\section*{The Gaussian curvature jump at the Pb(111) facet edge}

The (111) facet of a Pb crystallite in equilibrium is flat, so its Gaussian curvature $K$ is zero. Just outside the edge $K$ is finite, and for steps that repel only entropically its value contains no step energy (Akutsu, Akutsu and Yamamoto, 1988). This page derives the jump and compares interaction regimes.

\subsection*{Conventions and derivation}

The surface is $z(x,y)$ with slope $\mathbf p=\nabla z=p(\cos\theta,\sin\theta)$. Steps are monatomic with height $h$ and perpendicular spacing $\ell=h/p$. The free energy per projected area is
\begin{equation}
f=f_0+\frac{\beta(\theta)}{h}\,p+g(\theta)\,p^3 ,
\end{equation}
with step free energy per length $\beta$ and stiffness $\tilde\beta=\beta+\beta''$. The equilibrium shape is $\lambda(x,y)=-\nabla_{\mathbf p}f$, $\lambda z=f-\mathbf p\cdot\nabla_{\mathbf p}f$. Here $\lambda=f_0/z_0$, where $z_0$ is the distance from the Wulff point to the facet. Differentiating gives $z_{ij}=-\lambda(f^{-1})_{ij}$, with $f_{ij}=\partial^2f/\partial p_i\partial p_j$, so $K=\lambda^2/[(1+p^2)^2\det f_{ij}]$.

In the polar frame the Hessian has radial element $6gp$, azimuthal element $\tilde\beta/(hp)+(3g+g'')p$ and mixed element $2g'p$. Therefore
\begin{equation}
\det f_{ij}=\frac{6g\tilde\beta}{h}+\left[6g(3g+g'')-4g'^2\right]p^2 .
\end{equation}
As $p\to0$ the curvature across the edge, $\lambda/(6gp)$, diverges and the one along it, $\lambda hp/\tilde\beta$, vanishes. Their product stays finite.

To get $g$, read non-crossing steps as world lines of spinless fermions in one dimension, with mass $\tilde\beta$ and $k_BT$ in place of $\hbar$. The free energy per area is the ground-state energy density. Without interaction,
\begin{equation}
\int_{-\pi/\ell}^{\pi/\ell}\frac{dk}{2\pi}\,\frac{(k_BT)^2k^2}{2\tilde\beta}=\frac{(\pi k_BT)^2}{6\tilde\beta\,\ell^3}.
\end{equation}
A repulsion $A/d^2$ per length between all pairs of steps at distance $d$ gives Sutherland's model. Its ground state is a product of pair distances raised to a power $s$ with $s(s-1)=\tilde A\equiv A\tilde\beta/(k_BT)^2$, and its energy is $s^2$ times the free value. Hence
\begin{equation}
g=\frac{(\pi k_BT)^2s^2}{6\tilde\beta h^3},\qquad s=\tfrac12\left[1+\sqrt{1+4\tilde A}\right],
\end{equation}
and the curvature just outside the edge is
\begin{equation}
K_e=\left(\frac{\lambda h^2}{\pi k_BT}\right)^{2}\frac{4}{\left[1+\sqrt{1+4\tilde A}\right]^2}.
\label{eq:jump}
\end{equation}

\subsection*{Regimes compared}

Inputs: approximate lattice constant $a=4.95$~\AA, so $h=a/\sqrt3=2.858$~\AA; typical $f_0=0.028$~eV/\AA$^2$; $z_0=500$~nm. This gives $\lambda=5.6\times10^{-6}$~eV/\AA$^3$, held fixed in all rows. The stiffness 0.030~eV/\AA{} is a typical magnitude, and 0.060~eV/\AA{} is an assumed value standing for a stiffer azimuth of the threefold edge. The values of $A$ are assumed, chosen to span the regimes. The third digit serves only to compare rows. A sphere of radius $z_0$ has $Kz_0^2=1$.

\begin{tabular}{lcccccccc}
\hline
row & $T$ & $A$ & $\tilde\beta$ & $\tilde A$ & $s$ & $g$ & $K_e^{-1/2}$ & $K_ez_0^2$\\
 & K & eV\,\AA & eV/\AA & & & meV/\AA$^2$ & nm & \\
\hline
a & 350 & 0 & 0.030 & 0 & 1 & 2.14 & 207 & 5.83\\
b & 350 & 0 & 0.060 & 0 & 1 & 1.07 & 207 & 5.83\\
c & 450 & 0 & 0.030 & 0 & 1 & 3.53 & 266 & 3.52\\
d & 350 & 0.05 & 0.030 & 1.65 & 1.88 & 7.54 & 389 & 1.65\\
e & 350 & 0.05 & 0.060 & 3.30 & 2.38 & 6.07 & 494 & 1.03\\
f & 350 & 0.5 & 0.030 & 16.5 & 4.59 & 45.0 & 951 & 0.276\\
g & 450 & 0.5 & 0.030 & 9.98 & 3.70 & 48.3 & 985 & 0.258\\
\hline
\end{tabular}

\subsection*{Reading the trend}

\textbf{Entropic steps (a--c).} Only the product $g\tilde\beta$ enters $K_e$, and $g\propto1/\tilde\beta$ because a stiffer step wanders less. Doubling $\tilde\beta$ halves $g$: at given slope the curvature across the edge doubles and the one along it halves. The jump is then the same at every azimuth, whichever of the two close-packed step types bounds the facet there. It scales as $T^{-2}$ and drops by 40\% from a to c.

\textbf{Crossover (d, e).} The stiffness returns through $\tilde A$, and universality is lost. With the same $A$, the softer azimuth has a jump 1.61 times that of the stiffer one.

\textbf{Strong repulsion (f, g).} Since $s^2=\tilde A+s$, large $\tilde A$ gives
\begin{equation}
K_e\simeq\frac{\lambda^2h^4}{\pi^2A\tilde\beta}\left(1-\tilde A^{-1/2}\right).
\end{equation}
The explicit temperature cancels in the leading term, and $K_e$ falls by only 7\% from f to g. This holds at fixed $\tilde\beta$. A real stiffness changes with $T$, and in this regime $K_e$ follows $1/\tilde\beta$, so the azimuthal ratio of rows d and e would approach 2. Convergence is slow: the leading term alone gives $K_ez_0^2=0.353$ for rows f and g, against 0.276 and 0.258.

Equation~\eqref{eq:jump} can be inverted. From a curvature and a known $\lambda$ one gets $s=\lambda h^2/(\pi k_BT\sqrt{K_e})$ and $\tilde A=s(s-1)$ at each azimuth.

\subsection*{How close to the edge one must look}

Take $p=0.1$ and isotropic $g$. The factor $(1+p^2)^{-2}$ lowers $K$ by 2\%. The $p^2$ term raises the determinant by the fraction $3ghp^2/\tilde\beta$, which is 0.6\% in row a and 13\% in row f. A term $g_4p^4$ in $f$, from a $d^{-3}$ interaction for example, changes the determinant by the fraction $2g_4p/g$. This is linear in $p$ and reaches 20\% if $g_4=g$, more than the difference between rows f and g.

Discreteness is the harder limit. Slope $p$ is reached at a distance $\delta=3gp^2/\lambda$ from the edge, measured along its normal, after
\begin{equation}
N=\frac1h\int p\,d\delta=\frac{2gp^3}{\lambda h}
\end{equation}
steps. At $p=0.1$ the spacing is $\ell=2.9$~nm. Row a has $\delta=1.1$~nm and $N=0.27$, so the window holds less than one step and no curvature can be defined there. Row f has $\delta=24$~nm and $N=5.6$. Because $N\propto z_0$, ten steps below $p=0.1$ in row a require $z_0\approx19~\mu$m. The regime in which the jump is universal is thus the one that needs the largest crystal.